Dear colleague,

The estimate of the infrared conductivity maximum of liquid Hg that I sent you is wrong. I repeat it below, marked as wrong, and then mend it.

\textbf{Model.} Fields vary as $e^{-i\omega t}$, formulas are in SI, and $m$ is the free-electron mass. With $\phi(t)$ the normalised velocity autocorrelation,
\begin{equation}
\sigma(\omega)=\frac{ne^2}{m}\int_0^\infty\phi(t)\,e^{i\omega t}\,dt .
\label{kubo}
\end{equation}
Collisions form a Poisson process with mean spacing $\tau$, so $k$ collisions occur in time $t$ with probability $(t/\tau)^k e^{-t/\tau}/k!$. Let $c_k$ be the mean fraction of the initial velocity left after $k$ collisions, $c_0=1$. Smith (2001) keeps $c_1=c$ and sets $c_k=0$ for $k\ge2$, so $\phi=e^{-t/\tau}(1+ct/\tau)$. With $\sigma_0=ne^2\tau/m$ and $x=\omega\tau$,
\begin{equation}
\sigma=\frac{\sigma_0}{1-ix}\left[1+\frac{c}{1-ix}\right],\qquad
\mathrm{Re}\,\sigma=\sigma_0\,\frac{(1+c)+(1-c)x^2}{(1+x^2)^2}.
\label{ds}
\end{equation}
The term in $c$ is proportional to $(1-x^2)/(1+x^2)^2$, whose integral over $x>0$ vanishes, so
\begin{equation}
\int_0^\infty \mathrm{Re}\,\sigma\,d\omega=\frac{\pi\sigma_0}{2\tau}=\frac{\pi ne^2}{2m}
\label{fsum}
\end{equation}
for any $c$. The derivative of $\mathrm{Re}\,\sigma$ with respect to $x^2$ has the sign of $-(1+3c)-(1-c)x^2$, so for $c<-1/3$ there is a maximum at
\begin{equation}
x_p^2=-\frac{1+3c}{1-c},\qquad \mathrm{Re}\,\sigma(x_p)=\sigma_0\frac{(1-c)^2}{8|c|}.
\label{peak}
\end{equation}

\textbf{Inputs.} Approximate room-temperature values for liquid Hg are a density of 13.5 g\,cm$^{-3}$, a molar mass of 200.6 g\,mol$^{-1}$, two conduction electrons per atom and a resistivity of 96 $\mu\Omega$\,cm. They give $n=8.11\times10^{22}$ cm$^{-3}$ and $\sigma_{dc}=1.04\times10^{4}$ S\,cm$^{-1}$. I take $c=-1/2$ as an illustration, so $x_p=1/\sqrt3=0.577$ and the maximum is $\tfrac{9}{16}\sigma_0$.

\textbf{The wrong attempt.} I fixed $\tau$ from the dc mobility $\mu_{dc}=\sigma_{dc}/ne=0.80$ cm$^2$\,V$^{-1}$s$^{-1}$:
\begin{equation}
\frac{e\tau}{m}=\mu_{dc}\;\Rightarrow\;\tau=\frac{m\sigma_{dc}}{ne^2}=0.456\ \mathrm{fs},\quad \frac{\hbar}{\tau}=1.44\ \mathrm{eV}\qquad\text{(wrong)}.
\label{wrong}
\end{equation}
This makes $\sigma_0=\sigma_{dc}$, and Eq.~(\ref{peak}) puts the maximum at 0.83 eV (1.5 $\mu$m) with height $5.9\times10^{3}$ S\,cm$^{-1}$. Both results are wrong.

\textbf{The symptom.} Follow that curve to $\omega=0$. Equation~(\ref{ds}) gives $\sigma(0)=\sigma_0(1+c)=5.2\times10^{3}$ S\,cm$^{-1}$, a resistivity of 192 $\mu\Omega$\,cm, although 96 went in. Rescaling the amplitude to $\sigma_0=\sigma_{dc}/(1+c)$ at the same $\tau$ only moves the contradiction: the area in Eq.~(\ref{fsum}) grows by $1/(1+c)$ and counts 4 electrons per atom where two were assumed.

\textbf{The faulty line} is the first equality in Eq.~(\ref{wrong}). The transport time, defined by $\sigma_{dc}=ne^2\tau_{tr}/m$, is by Eq.~(\ref{kubo}) the area under $\phi$:
\begin{equation}
\tau_{tr}=\int_0^\infty\phi\,dt=\tau\sum_k c_k=\tau(1+c),\qquad \mu_{dc}=(1+c)\,\frac{e\tau}{m}.
\label{tr}
\end{equation}
For $c<0$ the function $\phi$ turns negative at $t=\tau/|c|$, and this backflow cancels part of the forward displacement. The time $\tau$ measures how often collisions occur, while $\tau_{tr}$ also records what they do to the current. The two coincide only at $c=0$.

\textbf{The mended calculation.} The 0.456 fs is $\tau_{tr}$. Hence
\begin{equation}
\tau=\frac{\tau_{tr}}{1+c}=0.912\ \mathrm{fs},\qquad \frac{\hbar}{\tau}=0.722\ \mathrm{eV},\qquad \sigma_0=\frac{\sigma_{dc}}{1+c}=2.08\times10^{4}\ \mathrm{S\,cm^{-1}},
\end{equation}
and the model's maximum lies at
\begin{equation}
\hbar\omega_p=x_p(1+c)\,\frac{\hbar}{\tau_{tr}}=0.42\ \mathrm{eV}\quad(3.0\ \mu\mathrm{m}),
\end{equation}
with height $\tfrac98\sigma_{dc}=1.17\times10^{4}$ S\,cm$^{-1}$. Now $\sigma(0)=\sigma_{dc}$ and the area counts two electrons per atom. Both hold by construction, so they show consistency and test nothing about Hg.

\textbf{Size of the error.} Every miss is the factor $1/(1+c)=2$. The wrong curve has its maximum at twice the photon energy and at half the height, and half the dc value. For $x\gg1$, $\mathrm{Re}\,\sigma\to(1-c)ne^2/(m\omega^2\tau)$, so its tail is twice too high. The two curves have equal area and therefore cross, here at 1.5 eV, so data taken only near that energy hide the slip. Run backwards, a fit returning $\tau=0.912$ fs and read through $e\tau/m$ gives 1.6 cm$^2$\,V$^{-1}$s$^{-1}$ against the model's dc mobility of 0.80.

\textbf{How far to trust it.} The truncation is not small. If successive collisions were independent, $c_k=c^k$, then $c_2=0.25$ alone is half of $1+c$. The full sum gives $\phi=e^{-(1-c)t/\tau}$, a plain Drude curve without a maximum, with $\tau_{tr}=\tau/(1-c)=0.67\,\tau$. The maximum thus rests on the assumed $c_k$, and $\tau\ne\tau_{tr}$ in that case too. Interband transitions from the $5d$ states lie several eV higher and are left out, and Eq.~(\ref{fsum}) counts conduction electrons only.

The 0.42 eV belongs to the model with my chosen $c$. As typical knowledge, optical data on liquid Hg are often described by a plain Drude curve with two electrons per atom, while other work reports an infrared excess. With $y=\omega\tau_{tr}$, the mended curve divided by the Drude curve $\sigma_{dc}/(1+y^2)$ is $(1+12y^2)(1+y^2)/(1+4y^2)^2$, which stays between 0.75 and 1.26. Your spectrum can fix $c$ without $\tau$, since the ratio of maximum to dc value is $(1-c)^2/[8|c|(1+c)]$.

The slip costs more as $c\to-1$. For electrons in silicon nanocrystals in SiO$_2$, take illustrative terahertz fit parameters $\tau=20$ fs and $c=-0.9$, with the typical conductivity mass $0.26\,m$. Then $e\tau/m^*=1.4\times10^{2}$ cm$^2$\,V$^{-1}$s$^{-1}$, while the model's dc mobility is 14, a factor 10 lower. Mobilities between contacts in such films are typically lower still, often by orders of magnitude, because an extrapolation from terahertz frequencies does not see the oxide barriers met over longer distances.

With best regards,\\
your colleague in theory